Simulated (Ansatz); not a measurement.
## C2H8OSSi: which of these isomers lies lowest?

2 of its isomers, all singlets with charge 0: A = `CSC[SiH2]O`; B = `CO[SiH2]SC`.

Shapes, held fixed at every level: PBE0-D4/def2-TZVP. Flexible molecules stand in one conformer, not always the lowest. Programs: Ansatz 0.2.0.

A:

```xyz
13

C    -1.6364    0.8113    0.8143
S     0.0872    1.3208    0.8677
C     0.9216   -0.2834    0.7392
Si    0.8175   -0.9419   -1.0195
O     1.1909    0.2823   -2.0515
H    -2.2319    1.7218    0.8859
H    -1.8856    0.2992   -0.1153
H    -1.8736    0.1680    1.6635
H     1.9687   -0.0809    0.9831
H     0.5391   -0.9679    1.5015
H    -0.5541   -1.4696   -1.2665
H     1.7954   -2.0342   -1.2508
H     0.8817    1.1398   -1.7369
```

B:

```xyz
13

C    -1.4584    0.7633    1.3523
O    -0.5441    1.2421    0.3905
Si    1.0198    0.7530    0.3221
S     1.2336   -1.3311   -0.0058
C     0.5026   -1.4454   -1.6667
H    -1.5507   -0.3270    1.3066
H    -1.1523    1.0443    2.3663
H    -2.4323    1.2097    1.1465
H     1.5948    1.5277   -0.8015
H     1.7264    0.9943    1.6078
H     0.5563   -2.4915   -1.9658
H     1.0650   -0.8429   -2.3797
H    -0.5401   -1.1312   -1.6578
```

Electronic energies in kJ/mol, without zero-point or thermal terms.

Q: From chemical knowledge, estimate the order of stability.

A: B < A in rising energy, over a span of 13 kJ/mol, by CCSD(T)/CBS estimate. All levels agree on that. The B − A difference spans -33.5 to -9.6 kJ/mol over the levels. The CBS estimate extrapolates MP2 from def2-TZVPP and def2-QZVPP and adds CCSD(T) − MP2 in the triple-zeta set, cores frozen.

```tsv
level	kind	B − A
HF/def2-TZVPP	Hartree–Fock	-33.5
SPW92/def2-TZVPP	LDA	-9.6
PBE-D4/def2-TZVPP	GGA	-15.5
BHLYP-D4/def2-TZVPP	global hybrid	-23.2
CCSD(T)/def2-SVP	coupled cluster or CI	-29.3
CCSD(T)/def2-TZVPP	coupled cluster or CI	-16.0
CCSD(T)/CBS estimate	coupled cluster or CI	-13.4
```

The methoxy(methylthio)silane B lies below the silanol A at every level, but by a modest margin, because the bond exchange nearly balances. Both isomers keep the strong Si–O bond. Going from A to B gives up an O–H, a Si–C and a C–S bond and gains C–O, Si–S and C–H bonds. B also places oxygen and sulfur on the same silicon, where lone-pair donation into the polar σ* orbitals, an anomeric-type effect, probably adds to its stability. In A the hydroxyl hydrogen points towards sulfur, but this weak contact does not reverse the order.

The sign is firmer than the size. Hartree–Fock puts the difference at -33.5 kJ/mol against -16.0 for CCSD(T) in the same basis, so correlation favours A, perhaps partly through its folded O–H···S arrangement. CCSD(T) in the small def2-SVP basis still gives -29.3, so correlation treatment alone does not secure the gap. B's lower energy also implies no resistance to moisture, since Si–S bonds hydrolyse readily.
